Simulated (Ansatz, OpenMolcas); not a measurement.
**How methods differ on BGeH3Cl2 (SMILES Cl[B](Cl)[GeH3])**

BGeH3Cl2: 7 atoms, total charge 0, spin state singlet. SMILES: `Cl[B](Cl)[GeH3]`. The coordinates come from a PBE0-D4/def2-TZVP relaxation.

```tsv
atom	x (Å)	y (Å)	z (Å)
Cl	1.7495	-1.4282	1.2087
B	0.2064	-1.0219	0.5115
Cl	-1.0824	-2.1918	0.6047
Ge	-0.1231	0.7985	-0.4122
H	-0.5562	0.5606	-1.8683
H	-1.2661	1.5343	0.3067
H	1.1333	1.6805	-0.3967
```

Quantity: the energy change with the B2–Cl3 bond stretched from 1.743 to 3.138 Å, in eV. The values are calculated.

| level | kind | program | value (eV) | CPU time (all runs) |
| --- | --- | --- | --- | --- |
| TPSS/cc-pVDZ (restricted) | meta-GGA | OpenMolcas | 3.52 | 73 s |
| r2SCAN/cc-pVDZ (restricted) | meta-GGA | Ansatz | 3.74 | 42 s |
| BHLYP/cc-pVDZ (restricted) | global hybrid | Ansatz | 4.08 | 31 s |
| M06-2X/cc-pVDZ (restricted) | hybrid meta-GGA | OpenMolcas | 4.11 | 62 s |
| HSE06/cc-pVDZ (restricted) | range-separated hybrid | Ansatz | 3.94 | 26 s |
| wB97X/cc-pVDZ (restricted) | range-separated hybrid | Ansatz | 4.19 | 79 s |
| RPA@PBE0/cc-pVDZ (restricted) | RPA | Ansatz | 3.81 | 47 s |
| BCCD(T)/cc-pVDZ (restricted) | coupled cluster or CI | Ansatz | 3.87 | 75 s |

All-electron rows without a relativistic Hamiltonian named are non-relativistic. The first shape isn't each level's own minimum. The values span 3.52 to 4.19 eV. In the correlated wave-function rows the outer d shell of Ge is correlated, in sets not made for it. CPU times are rough (shared hosts, several kinds of processor and program).

Stretching the B–Cl bond costs several eV at every level, as expected for a strong, polar σ bond reinforced by donation from a chlorine lone pair into the empty boron p orbital. Lengthening the bond removes both the σ overlap and this weaker π contribution, while the other chlorine can still donate to boron.

The two meta-GGAs without exact exchange give the lowest values, and all four hybrids lie above BCCD(T), with HSE06 the closest of them at 3.94 eV against 3.87 eV. The ordering probably reflects left-right correlation in the stretched bond, which semilocal exchange partly mimics and a larger share of exact exchange in a restricted determinant leaves out. RPA, at 3.81 eV, also falls close to the coupled-cluster value.

That makes BCCD(T) a reasonable point of comparison, but not a strict benchmark, since perturbative triples become less dependable as a bond pair separates. The energies describe one partly broken bond and are not dissociation energies, which would require the separated, relaxed radicals.
